## Question

Tin diselenide, SnSe₂, is a layered semiconductor. The table gives its band gap, the energy between the highest filled and the lowest empty state, by several levels of theory for one fixed crystal structure. The structure started from the measured one and was relaxed with r2SCAN+rVV10, and all rows use this relaxed cell.

Band gaps of SnSe2 (space group P-3m1, 3 atoms in the cell) at fixed atoms, from Ansatz 0.2.0 with plane-wave PAW, in the cell relaxed with r2SCAN+rVV10. Each gap is the least over the k mesh (12×12×4; 6×6×4 for HSE06 and PBE0; 6×6×2 for G0W0) and extra k points. G0W0 is the PBE gap plus a shift computed with finite bands and cutoff.

| level of theory | band gap (eV) | least direct gap (eV) |
| --- | --- | --- |
| PBE | 0.669 | 1.132 |
| r2SCAN | 0.916 | 1.492 |
| HSE06 | 1.296 | 1.884 |
| PBE+SOC | 0.600 | 1.069 |
| PBE0 | 1.945 | 2.542 |
| LDA | 0.483 | 0.916 |
| G0W0/PBE 220eV | 1.171 | n/a |

HSE06 and PBE0 are hybrid functionals: both replace a quarter of the approximate PBE exchange by exact exchange, the quantum correction that, among other things, stops an electron from repelling itself. HSE06 does so only between points close together, PBE0 at every distance. The constant ω that sets this range in HSE06 is about 0.11 per bohr. Three explanations are offered for the rise of the gap from PBE through HSE06 to PBE0.

A. The gap is set by the share of exact exchange.
B. The gaps were read at different k points (electron wavevectors), and the differences reflect this.
C. The gap depends on the distance over which exact exchange acts.

Decide between them. Estimate the step from HSE06 to PBE0 without using any gap from the table, and say which hybrid suits this crystal better.

## Model answer

**Explanation A** is tempting, because both hybrids do lie above PBE. But they contain the same share, a quarter, and would then have equal gaps. They differ by about 0.65 eV, as much as HSE06 differs from PBE. r2SCAN weakens the idea further: it opens the PBE gap by about a quarter of an electronvolt with no exact exchange at all.

**Explanation B** names a real effect of about 0.1 eV. The lowest empty state lies between the points of the regular mesh, so a gap read on the mesh alone comes out too large. The table therefore uses extra points, but not the same ones in every row: for PBE the lowest empty state was read at a slightly different k point than for r2SCAN and HSE06. This matters for small steps from PBE: spin-orbit coupling lowers the PBE gap by 0.07 eV in the table, but by only 0.03 eV when both gaps are read on the same mesh. The two hybrids share a mesh, and their difference is 0.65 eV whichever way the gaps are read.

**Explanation C** remains. The share still matters, as the factor of a quarter in step 3 below shows, but it does not set the gap alone. The effect of the range can be estimated. The long-range part of the repulsion, which PBE0 treats with exact exchange and HSE06 does not, has the form erf(ωr)/r. Here r is the distance between two electrons, and ω, about 0.11 per bohr, is the constant that divides short from long range in HSE06. This repulsion has no spike at r = 0. It is flat close to r = 0 and has lost only about a quarter of its height at r = 1/ω, about 5 Å. Its height at r = 0 is

V₀ = 2ω/√π hartree ≈ 2 × 0.11/√π × 27 eV ≈ 3.4 eV.

Around each electron, exchange digs a hole from which one electron's worth of charge of the same spin is absent. Suppose that this hole is small compared with 5 Å. The argument then takes three steps.

1. Exact exchange lowers a filled state by the full V₀, since a whole electron's charge is missing close by. Around an electron added in an empty state the missing charge sums to zero, and that state stays where it is.
2. PBE uses one common potential for filled and empty states. Its long-range exchange energy is −V₀/2 for each electron, because every pair is counted once, and so it lowers both kinds of state by V₀/2.
3. Replacing a quarter of the second by the first moves a filled state by ¼(−V₀ + V₀/2) = −V₀/8 and an empty state by +V₀/8.

Each band edge should therefore move by about 0.42 eV, in opposite directions, and the gap should open by twice that, 0.84 eV. The computed opening is about three quarters of this. The edges move as the argument demands: from HSE06 to PBE0 the filled edge falls by 0.34 eV and the empty edge rises by 0.31 eV.

The estimate is too high, probably because of the width of the hole, though no number here tests this. A real exchange hole has some width, and over that width the long-range repulsion already begins to fall. Filled states then gain a little less than V₀, and empty states, which overlap with filled ones nearby, gain a little themselves. Both corrections narrow the gap. The hole that PBE assumes has a width too, so its shift should be a little less than V₀/2; this is expected to move both edges down together and to leave the gap almost unchanged.

**The better hybrid** for this crystal is probably HSE06. In a solid the other electrons shift in response to a charge and weaken its effect at a distance. PBE0 keeps a quarter of the long-range exact exchange, as if they weakened it fourfold, and a semiconductor with so small a gap is expected to screen more strongly than that. HSE06 keeps none of it, as if the weakening were complete, which goes too far the other way, so this argument alone does not decide. The stronger evidence is G0W0, which calculates the screening. It gives 1.17 eV, much nearer to HSE06 than to PBE0.

This verdict concerns the choice between the two hybrids, not the last tenth of an electronvolt. With finite bands and cutoff, the G0W0 gap falls short of its basis limit, by an amount that was not determined for SnSe₂. In the data makers' tests on other systems the median shortfall was 6 to 9 %. If the same held here, the value would rise to 1.25–1.29 eV, almost level with HSE06. A smaller correction probably runs the other way. G0W0 here is the PBE gap of the table plus a shift, and that PBE gap lies only 0.07 eV below its mesh value, against 0.10 to 0.13 eV for the other rows on the same mesh, so it may be a few hundredths of an electronvolt too high. The shift itself comes from a coarse 6×6×2 mesh, and these data do not show how much a finer one would change it. Starting from PBE, G0W0 is also no independent standard. The measured gap, recalled only roughly, is near 1 eV, which again speaks against PBE0.

## Remarks on the reasoning

The decisive comparison is the one between the two hybrids, because the share of exact exchange is held fixed while its range changes. PBE against HSE06 could never separate A from C, since exact exchange is switched on and confined to short range in the same step. A good answer looks for the pair of rows in which only one thing differs.

The band edges are a sharper test than the gap. Many causes could open a gap by some tenths of an electronvolt, but the argument also predicts that the two edges share the opening about equally, and they do, provided the two runs share one zero of energy, which is assumed here because cell and mesh are the same. This supports the mechanism, although the small size of the exchange hole is assumed here and not tested by any number in the table.

One part of B stays open. The k mesh serves not only to read the gap but also to sum the exchange itself, and that sum converges slowly when the long-range part is kept. PBE0 was run on a single mesh, so its gap may still move by an amount that these data cannot tell. On a mesh this coarse a large part of the long-range exchange is expected to come from the single term at zero momentum transfer, whose value depends on how its divergence is treated. Part of the missing quarter could lie there rather than in the width of the hole, though it is unlikely that the whole step is an artefact of the mesh.

No property of tin or selenium enters the estimate. For a related semiconductor with a compact exchange hole, the first guess is therefore the same: PBE0 lies above HSE06 by somewhat less than 0.84 eV. The analysis printed below gives the gaps read both ways and the estimate beside the computed shifts.

The analysis program printed:

```
Gap in the table and on the regular k mesh in eV:
             row  table gap  mesh gap  mesh gap less table gap
             PBE      0.669    0.7388                  0.06984
          r2SCAN      0.916     1.012                  0.09579
           HSE06      1.296      1.41                   0.1144
         PBE+SOC        0.6    0.7096                   0.1096
            PBE0      1.945     2.056                   0.1112
             LDA      0.483     0.609                    0.126
  G0W0/PBE 220eV      1.171       n/a                      n/a
PBE0 less HSE06, table gaps, eV: 0.649
PBE0 less HSE06, mesh gaps, eV: 0.6458
HSE06 less PBE, table gaps, eV: 0.627
HSE06 less PBE, mesh gaps on unlike meshes, eV: 0.6715
r2SCAN less PBE, table gaps, eV: 0.247
r2SCAN less PBE, mesh gaps, eV: 0.2729
PBE less PBE+SOC, table gaps, eV: 0.069
PBE less PBE+SOC, mesh gaps, eV: 0.02923
PBE less LDA, table gaps, eV: 0.186
PBE less LDA, mesh gaps, eV: 0.1299
Range model, shift of each band edge, eV: 0.4222
Range model, opening of the gap, eV: 0.8444
Computed opening as a percentage of the model: 76.86
Valence edge, fall from HSE06 to PBE0, eV: 0.3358
Conduction edge, rise from HSE06 to PBE0, eV: 0.31
HSE06 less G0W0, eV: 0.125
PBE0 less G0W0, eV: 0.774
G0W0 gap if 6 per cent short, eV: 1.246
G0W0 gap if 9 per cent short, eV: 1.287
```
